# Worked problem: Kemble transmission at the image-rounded top of an Au/n-GaAs Schottky barrier

## Statement

A gold contact occupies $x<0$ and n-type GaAs occupies $x>0$. Energies are counted from the Fermi level of the metal and $q>0$ is the elementary charge. Near the interface the potential energy of a conduction electron is modelled as

$$U(x)=\Phi_0-qFx-\frac{q^2}{16\pi\varepsilon x},\qquad \varepsilon=\varepsilon_r\varepsilon_0 .$$

The Γ valley is treated as isotropic and parabolic, the momentum $\hbar k_\parallel$ along the interface is conserved, and $E$ denotes the normal energy, that is the total energy minus $\hbar^2k_\parallel^2/2m^*$. The transmission probability is written $\mathcal T(E)$ and the temperature $T$.

| Quantity | Value | Status |
|---|---|---|
| Field at the interface $F$ | $3\times10^{4}$ V/cm | operating point |
| Temperature $T$ | 300 K | operating point |
| Electron mass $m^*$ | $0.067\,m_e$ (0 K) | compiled value, Vurgaftman 2001 |
| Static permittivity $\varepsilon_s$ | 12.87 (300 K) | compiled value, Rakita 2019 |
| High-frequency permittivity $\varepsilon_\infty$ | 10.88 (300 K) | compiled value, Skelton 2020 |
| LO phonon wavenumber | 293 cm$^{-1}$ | compiled value, Han 2011 |
| Barrier without image lowering $\Phi_0$ | 0.90 eV | typical value, assumed |
| Donor density $N_D$ | $4\times10^{15}$ cm$^{-3}$ | assumed |

Use $\varepsilon_r=\varepsilon_s$ except where stated.

(a) Find the position $x_m$ and height $U_m$ of the barrier top and the curvature frequency $\omega$.

(b) Justify the transmission through a parabolic top and tabulate it at $E-U_m=0,\pm10,\pm20$ meV.

(c) Find the factor $\Gamma$ by which this transmission multiplies the thermionic current, split it into tunnelling and reflection, and give the temperature and the field at which it ceases to exist.

(d) Compute the saturation current density with and without $\Gamma$.

(e) Estimate the sensitivity of $\Gamma$ to the permittivity, the mass and the curvature of the depletion potential.

(f) Estimate the leading correction from the departure of $U(x)$ from a parabola and state what can be concluded.

Intermediate values are carried unrounded. Digits beyond the second decimal of $\Gamma$ serve only to follow the arithmetic.

## Solution

### (a) The barrier top

The condition $U'(x_m)=0$ reads $qF=q^2/(16\pi\varepsilon x_m^2)$, so

$$x_m=\sqrt{\frac{q}{16\pi\varepsilon F}},\qquad U_m=\Phi_0-\Delta,\qquad \Delta=2qFx_m ,$$

because the field term and the image term are both equal to $qFx_m$ at the top. The second derivative is $U''(x_m)=-2q^2/(16\pi\varepsilon x_m^3)=-2qF/x_m$. Writing $U\approx U_m-\tfrac12m^*\omega^2(x-x_m)^2$ gives

$$\omega^2=\frac{2qF}{m^*x_m},\qquad m^*\omega^2x_m^2=\Delta ,$$

and since $x_m\propto(\varepsilon F)^{-1/2}$, the scaling is $\omega\propto F^{3/4}\varepsilon^{1/4}m^{*-1/2}$.

Numbers: $\varepsilon=12.87\,\varepsilon_0=1.1395\times10^{-10}$ F/m, $F=3\times10^{6}$ V/m, $m^*=6.103\times10^{-32}$ kg.

- $x_m^2=9.324\times10^{-18}$ m$^2$, so $x_m=3.053$ nm.
- $\Delta=2\,(3\times10^{6}\ \text{V/m})(3.053\times10^{-9}\ \text{m})\,q=18.32$ meV, so $U_m=0.8817$ eV.
- $\omega^2=(9.613\times10^{-13}\ \text{N})/[(6.103\times10^{-32}\ \text{kg})(3.053\times10^{-9}\ \text{m})]=5.158\times10^{27}$ s$^{-2}$.
- $\omega=7.182\times10^{13}$ s$^{-1}$ and $\hbar\omega=47.27$ meV.

### (b) Transmission through the parabolic top

With $z=(x-x_m)\sqrt{m^*\omega/\hbar}$ and $\lambda=(E-U_m)/\hbar\omega$ the Schrödinger equation for the inverted parabola is $\psi''+(z^2+2\lambda)\psi=0$. At large $|z|$ the local wavenumber is $\sqrt{z^2+2\lambda}\approx z+\lambda/z$, and the semiclassical forms $z^{-1/2\pm i\lambda}e^{\pm iz^2/2}$ become exact. For incidence from the left, the solution at $z\to+\infty$ is the transmitted wave alone, $t\,z^{-1/2+i\lambda}e^{iz^2/2}$.

Continue this wave along a large semicircle $z=\rho e^{i\varphi}$, $0\le\varphi\le\pi$. Its modulus contains $\exp(-\tfrac12\rho^2\sin2\varphi)$. In the first quadrant it is the decaying solution and stays pure. In the second quadrant it is the growing solution, so its coefficient is unchanged while the other, smaller solution appears; on the negative axis that other solution is the incident wave. The continued term becomes $t\,e^{i\pi(-1/2+i\lambda)}|z|^{-1/2+i\lambda}e^{iz^2/2}$, which moves to the left for $z<0$ and is the reflected wave. Hence $|r|=e^{-\pi\lambda}|t|$, and flux conservation $|r|^2+|t|^2=1$ gives

$$\mathcal T(E)=\frac{1}{1+\exp\left[\dfrac{2\pi(U_m-E)}{\hbar\omega}\right]} .$$

This is exact for an unbounded parabola at every energy, and it is the same for both directions of incidence. Below the top the exponent equals twice the barrier action, $2\theta=(2/\hbar)\int|p|\,dx$, so the result is the parabolic case of Kemble's form $\mathcal T=1/(1+e^{2\theta})$ (1935). It is a Fermi-like step of width

$$E_0=\frac{\hbar\omega}{2\pi}=7.524\ \text{meV},$$

to be compared with $k_BT=25.85$ meV. The last two columns give the Boltzmann-weighted transmission that enters part (c), for the quantum step and for the classical sharp step.

| $E-U_m$ (meV) | $\mathcal T$ | $\mathcal T\,e^{-(E-U_m)/k_BT}$ | classical weight |
|---|---|---|---|
| $-20$ | 0.065 | 0.142 | 0 |
| $-10$ | 0.209 | 0.308 | 0 |
| 0 | 0.500 | 0.500 | step from 0 to 1 |
| $+10$ | 0.791 | 0.537 | 0.679 |
| $+20$ | 0.935 | 0.431 | 0.461 |

### (c) Thermal average

Summing over $k_\parallel$ with spin degeneracy 2 and the semiconductor mass gives the one-way current density

$$J=\frac{qm^*k_BT}{2\pi^2\hbar^3}\int\mathcal T(E)\,\ln\left[1+e^{-E/k_BT}\right]dE .$$

The top lies $U_m/k_BT=34.10$ thermal energies above the Fermi level, so the logarithm is $e^{-E/k_BT}$ wherever $\mathcal T$ matters. With a sharp step at $U_m$ the result is $J_{\rm TE}=A^*T^2e^{-U_m/k_BT}$ with $A^*=4\pi qm^*k_B^2/h^3$. With the rounded step, $J=\Gamma J_{\rm TE}$. Put $Y=(U_m-E)/E_0$ and $b=E_0/k_BT$:

$$\Gamma=b\int_{-\infty}^{\infty}\frac{e^{bY}}{1+e^{Y}}\,dY=b\int_0^\infty\frac{s^{\,b-1}}{1+s}\,ds=\frac{\pi b}{\sin\pi b},$$

where $s=e^{Y}$ and the last integral is Euler's beta integral $B(b,1-b)=\pi/\sin\pi b$, finite for $0<b<1$. With $u=\pi b$,

$$\Gamma=g(u)\equiv\frac{u}{\sin u},\qquad u=\frac{\hbar\omega}{2k_BT}<\pi .$$

For $u\ge\pi$ the Boltzmann factor grows towards low energy at least as fast as $\mathcal T$ falls. The integral over the ideal parabola then diverges, the current is carried well below the top, and the true barrier shape decides it (thermionic-field emission).

Numbers: $u=47.27\ \text{meV}/(2\times25.85\ \text{meV})=0.9143$, $b=0.2910$, $\sin u=0.7921$, and

$$\Gamma=1.154 .$$

The expansion $g=1+u^2/6+7u^4/360+\dots$ has terms 0.1393 and 0.0136, which sum to 1.153 with the leading 1. The term $u^2/6=(\hbar\omega/k_BT)^2/24$ is Wigner's correction.

*Split.* The part from $E<U_m$ follows by expanding $1/(1+e^{Y})$ in powers of $e^{-Y}$:

$$\Gamma_<=b\sum_{n=0}^\infty\frac{(-1)^n}{n+1-b}=0.2910\times1.0421=0.303 .$$

The part from $E>U_m$ is $\Gamma_>=\Gamma-\Gamma_<=0.851$. Tunnelling adds 0.303 of the classical current and reflection above the top removes 0.149, which leaves a net gain of 0.154. Tunnelling electrons carry 26 % of the total. The weighted transmission peaks where $e^{Y}/(1+e^{Y})=b$, that is at $E-U_m=E_0\ln[(1-b)/b]=6.70$ meV, and below the top it decays over the energy $E_0/(1-b)=10.6$ meV.

*Limits.* At this field $u=\pi$ is reached at $T_c=E_0/k_B=87.3$ K. At 300 K, $u\propto F^{3/4}$ gives $F_c=F(\pi/u)^{4/3}=5.18\,F=1.56\times10^{5}$ V/cm.

### (d) Saturation current density

$A^*=8.05$ A cm$^{-2}$ K$^{-2}$, so $A^*T^2=7.25\times10^{5}$ A/cm$^2$, and $e^{-U_m/k_BT}=1.543\times10^{-15}$. Then

$$J_{\rm TE}=1.12\times10^{-9}\ \text{A/cm}^2,\qquad \Gamma J_{\rm TE}=1.29\times10^{-9}\ \text{A/cm}^2 .$$

Both rest on the assumed $\Phi_0$ and are values of the model. The factor $\Gamma$ does not depend on $\Phi_0$. It is equivalent to a further lowering of the barrier by $k_BT\ln\Gamma=3.7$ meV, against $\Delta=18.32$ meV for the image lowering, which is worth a factor $e^{\Delta/k_BT}=2.03$ in the current.

### (e) Sensitivity to the inputs

The logarithmic slope is $d\ln\Gamma/d\ln u=1-u\cot u=0.30$.

*Permittivity.* The LO phonon energy is $hc\times293\ \text{cm}^{-1}=36.3$ meV, of the same order as $\hbar\omega$ and somewhat smaller. The electron crosses the top in a time of order $1/\omega$, so the ions follow its image charge only in part and neither limit is strictly valid. With $\varepsilon_\infty=10.88$ in the image term and the same $F$: $x_m=3.32$ nm, $\Delta=19.9$ meV, $\hbar\omega=45.3$ meV, $u=0.877$ and $\Gamma=1.141$. The choice moves $\Gamma$ by about one unit in the second decimal.

*Mass.* The listed mass refers to 0 K. Since $u\propto m^{*-1/2}$, a change of the mass by 5 % would move $\Gamma$ by 0.7 %.

*Depletion curvature.* For uniform doping the depletion width is $W=\varepsilon F/(qN_D)=533$ nm and the band bending is $qFW/2=0.80$ eV. The space charge adds a positive curvature $q^2N_D/\varepsilon=qF/W$ to $U''$, a fraction $x_m/2W=0.0029$ of the image curvature, which is negligible. The band bending far exceeds the decay energy of 10.6 meV, so the existence of conduction states on the semiconductor side does not cut the integral.

None of these affects the statement $\Gamma\approx1.15$ for the parabolic model by more than about one per cent.

### (f) Departure from the parabola

*Three warnings.* The parabola reaches the interface $x=0$ only $\tfrac12m^*\omega^2x_m^2=\Delta/2=9.2$ meV below the top, less than the 10.6 meV over which the tunnelling weight decays. The oscillator length $\sqrt{\hbar/m^*\omega}=4.90$ nm exceeds $x_m$, whereas part (b) needs a parabola over several such lengths. At $E=U_m$, with $\xi=x/x_m$ and $U_m-U=\Delta(\xi-1)^2/2\xi$, the semiclassical phase between the interface and the top is

$$\frac{\Delta}{\hbar\omega}\int_0^1\frac{1-\xi}{\sqrt\xi}\,d\xi=\frac43\,\frac{\Delta}{\hbar\omega}=0.52\ \text{rad},$$

a small part of a wavelength. The controlling ratio has a compact form. From $\Delta=m^*\omega^2x_m^2$ and $\Delta=2q^2/(16\pi\varepsilon x_m)$,

$$\left(\frac{\Delta}{\hbar\omega}\right)^2=\frac{m^*x_m^2\Delta}{\hbar^2}=\frac{x_m}{2a^*},\qquad a^*=\frac{4\pi\varepsilon\hbar^2}{m^*q^2}=10.16\ \text{nm}.$$

Here $x_m/2a^*=0.150$ and $\Delta/\hbar\omega=0.388$. The parabolic transmission needs this ratio to be large.

*Leading correction.* For a well $V_0+\tfrac12m\Omega^2y^2+f_3y^3/6+f_4y^4/24$, first order in $f_4$ and second order in $f_3$ give the levels $V_0+G_0+\hbar\Omega(n+\tfrac12)+\chi(n+\tfrac12)^2$ with

$$\chi=\frac{\hbar^2}{16m^2\Omega^2}\left[f_4-\frac{5f_3^2}{3m\Omega^2}\right],\qquad G_0=\frac{\hbar^2}{m^2\Omega^2}\left[\frac{f_4}{64}-\frac{7f_3^2}{576\,m\Omega^2}\right].$$

As a test, the Morse potential of depth $D$ gives $\chi=-(\hbar\Omega)^2/4D$ and $G_0=0$, its exact spectrum. The perturbation algebra writes the local Hamiltonian as a function of its quadratic part, and the same algebra holds at a barrier top with $\Omega\to-i\omega$ and $n+\tfrac12\to-i\tau$. The quadratic part is then the inverted parabola solved in (b), so

$$\mathcal T=\frac{1}{1+e^{2\pi\tau}},\qquad U_m-E=-G_0+\hbar\omega\tau+\chi\tau^2 ,$$

and the poles $\tau=i(n+\tfrac12)$ of $\mathcal T$ are the continued levels. This is an asymptotic expansion in $\hbar$ that uses only the derivatives of $U$ at the top.

For the image barrier $f_3=U'''(x_m)=3\Delta/x_m^3$ and $f_4=U''''(x_m)=-12\Delta/x_m^4$, so $f_3^2/m^*\omega^2=9\Delta/x_m^4$. With $\Omega^2=-\omega^2$ and $\hbar^2\Delta/(m^{*2}\omega^2x_m^4)=(\hbar\omega)^2/\Delta$,

$$\chi=-\frac{1}{16}(-12+15)\frac{(\hbar\omega)^2}{\Delta}=-\frac{3}{16}\frac{(\hbar\omega)^2}{\Delta},\qquad G_0=\left(\frac{12}{64}-\frac{63}{576}\right)\frac{(\hbar\omega)^2}{\Delta}=\frac{5}{64}\frac{(\hbar\omega)^2}{\Delta}.$$

The value of $\chi$ can be confirmed from the full barrier action. With $\eta=(U_m-E)/\Delta$ and the substitutions $\xi=e^{\sigma}$, $\sinh(\sigma/2)=\sqrt{\eta/2}\,\zeta$,

$$2\theta=\frac{2\pi(U_m-E)}{\hbar\omega}\cdot\frac2\pi\int_{-1}^{1}\frac{\sqrt{1-\zeta^2}\,(1+\eta\zeta^2)}{\sqrt{1+\eta\zeta^2/2}}\,d\zeta=\frac{2\pi(U_m-E)}{\hbar\omega}\left[1+\frac{3\eta}{16}+\dots\right],$$

which is what inverting $U_m-E=\hbar\omega\tau+\chi\tau^2$ gives for $2\pi\tau$. The barrier is thicker than the parabola because of its long linear flank on the semiconductor side. The shift $G_0$ is absent from Kemble's form even with the full action. It moves the point $\mathcal T=\tfrac12$ up to $U_m+G_0$.

Integrating the thermal average by parts gives $\Gamma=\int e^{(U_m-E)/k_BT}w(\tau)\,d\tau$ with $w=-d\mathcal T/d\tau$. Since $\hbar\omega\tau/k_BT=2u\tau$, one has $\int e^{2u\tau}w\,d\tau=g(u)$ and $\int\tau^2e^{2u\tau}w\,d\tau=g''(u)/4$. To first order in $\chi$ and $G_0$,

$$\Gamma\approx g(u)+\frac{\chi\,g''(u)}{4k_BT}-\frac{G_0\,g(u)}{k_BT},\qquad g''=\frac{u(1+\cos^2u)}{\sin^3u}-\frac{2\cos u}{\sin^2u}.$$

Keeping only order $\hbar^2$, where $g''\to\tfrac13$ and $g\to1$ in the correction terms, the coefficients add to $-\tfrac1{64}-\tfrac5{64}=-\tfrac3{32}$:

$$\Gamma\approx1+\frac{u^2}{6}-\frac{3}{32}\frac{(\hbar\omega)^2}{\Delta\,k_BT}=1+\frac{u^2}{6}\left[1-\frac94\,\frac{k_BT}{\Delta}\right].$$

The shape term is of the same order in $\hbar$ as the Wigner term and has the opposite sign.

Numbers: $(\hbar\omega)^2/\Delta=\hbar^2/(m^*x_m^2)=122.0$ meV, $\chi=-22.9$ meV, $G_0=9.5$ meV and $g''=0.579$.

- Order $\hbar^2$: $1+0.139-0.442=0.70$. The shape term is $9k_BT/4\Delta=3.2$ times the Wigner term.
- First order in $\chi$ and $G_0$ with the full $g(u)$: $1.154-0.128-0.425=0.60$.

The thicker barrier alone, the term $-0.128$, cancels most of the parabolic gain of 0.154, and the shift $G_0$ reverses the sign. Neither 0.70 nor 0.60 is a converged value. The corrections are not small against 1, the expansion assumes a large $\Delta/\hbar\omega$ where the actual value is 0.388, and with half a radian of phase between the top and the metal the reflection depends on how the image potential is cut off and matched to the states of gold, which $U(x)$ does not describe. The estimates fix the sign and the rough size of what the parabola leaves out, several tenths of the classical current, equivalent to an apparent barrier higher than $U_m$ by about 9 to 13 meV.

A higher field does not rescue the formula at 300 K. At order $\hbar^2$ the parabolic term outweighs the shape term only for $\Delta>\tfrac94k_BT=58.2$ meV, while at $F_c$, where $u/\sin u$ already diverges, $\Delta$ has reached only 41.7 meV and the ratio $9k_BT/4\Delta$ is still 1.39.

### Results

| Quantity | Value in the model |
|---|---|
| $x_m$, $\Delta$ | 3.053 nm, 18.32 meV |
| $\hbar\omega$, $E_0$ | 47.27 meV, 7.524 meV |
| $u$ | 0.9143 |
| $\Gamma=u/\sin u$, parabolic top | 1.15 (1.14 with $\varepsilon_\infty$) |
| $T_c$ at this field, $F_c$ at 300 K | 87.3 K, $1.56\times10^{5}$ V/cm |
| $J_{\rm TE}$, $\Gamma J_{\rm TE}$ | $1.12\times10^{-9}$, $1.29\times10^{-9}$ A/cm$^2$ |
| $\Gamma$ with the leading shape terms | roughly 0.6 to 0.7, not converged |

The factor 1.15 belongs to the parabolic model and is no prediction for an Au/n-GaAs diode. The condition $u<\pi$ is met with a wide margin, but the conditions $\Delta\gg k_BT$ and $x_m\gg a^*$ both fail, because the light mass and large permittivity of GaAs make $a^*$ larger than the distance of the top from the metal. As typical knowledge and not as a measurement, fuller treatments of such barriers at moderate field and room temperature, which include reflection near the interface and optical-phonon backscattering in the manner of Crowell and Sze, give a net factor on $A^*$ of roughly 0.5 to 1, so the parabolic model errs on the high side by up to about a factor of two in the current prefactor.